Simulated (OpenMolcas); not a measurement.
# Si2H3F3 (SMILES F[Si](F)(F)[SiH3]): the vertical energy of the triplet above the singlet, rung by rung

Si2H3F3 has 8 atoms, charge 0, and is taken as a singlet. SMILES: `F[Si](F)(F)[SiH3]`. The coordinates come from a PBE0-D4/def2-TZVP relaxation.

Each level gives the vertical energy of the triplet above the singlet (eV). The values are calculated.

| level | kind | program | value (eV) | CPU time (all runs) |
| --- | --- | --- | --- | --- |
| HF/cc-pVDZ | Hartree–Fock | OpenMolcas | 7.14 | 44 s |
| BLYP/cc-pVDZ | GGA | OpenMolcas | 6.70 | 2.9 min |
| revPBE/cc-pVDZ | GGA | OpenMolcas | 6.53 | 2.7 min |
| M06-L/cc-pVDZ | meta-GGA | OpenMolcas | 6.92 | 3.6 min |
| TPSS/cc-pVDZ | meta-GGA | OpenMolcas | 6.65 | 3.4 min |
| r2SCAN/cc-pVDZ | meta-GGA | OpenMolcas | 6.66 | 3.2 min |
| M06-2X/cc-pVDZ | hybrid meta-GGA | OpenMolcas | 7.14 | 3.7 min |
| PBE0/cc-pVDZ | global hybrid | OpenMolcas | 6.84 | 2.6 min |

The values span 6.53 to 7.14 eV. A triplet this far above the singlet is often a Rydberg-like or dissociative state; sets without diffuse functions put Rydberg states too high. CPU times are rough (shared hosts, several kinds of processor): they show what a rung costs within a factor of a few.

Every level places the triplet far above the singlet at this geometry, as expected for a saturated silane with no π system or low-lying empty nonbonding orbital. The highest occupied orbital is probably mainly the Si–Si σ bond, since the fluorine lone pairs lie deep. Reaching the triplet then means unpairing a bonding pair and placing one electron in an antibonding or diffuse orbital, which is costly while the nuclei stay fixed.

The values don't rise steadily with the rung: BLYP lies above TPSS and r2SCAN, and M06-L, at 6.92 eV, exceeds the hybrid PBE0 at 6.84 eV. Exact exchange alone therefore doesn't order the series. Hartree–Fock and M06-2X coincide at 7.14 eV, but this is no sign of convergence, as Hartree–Fock lacks the opposite-spin correlation that favours the paired singlet, and other errors may offset that loss. The vertical energy is also no measure of the Si–Si bond strength, because the triplet could relax by stretching that bond.
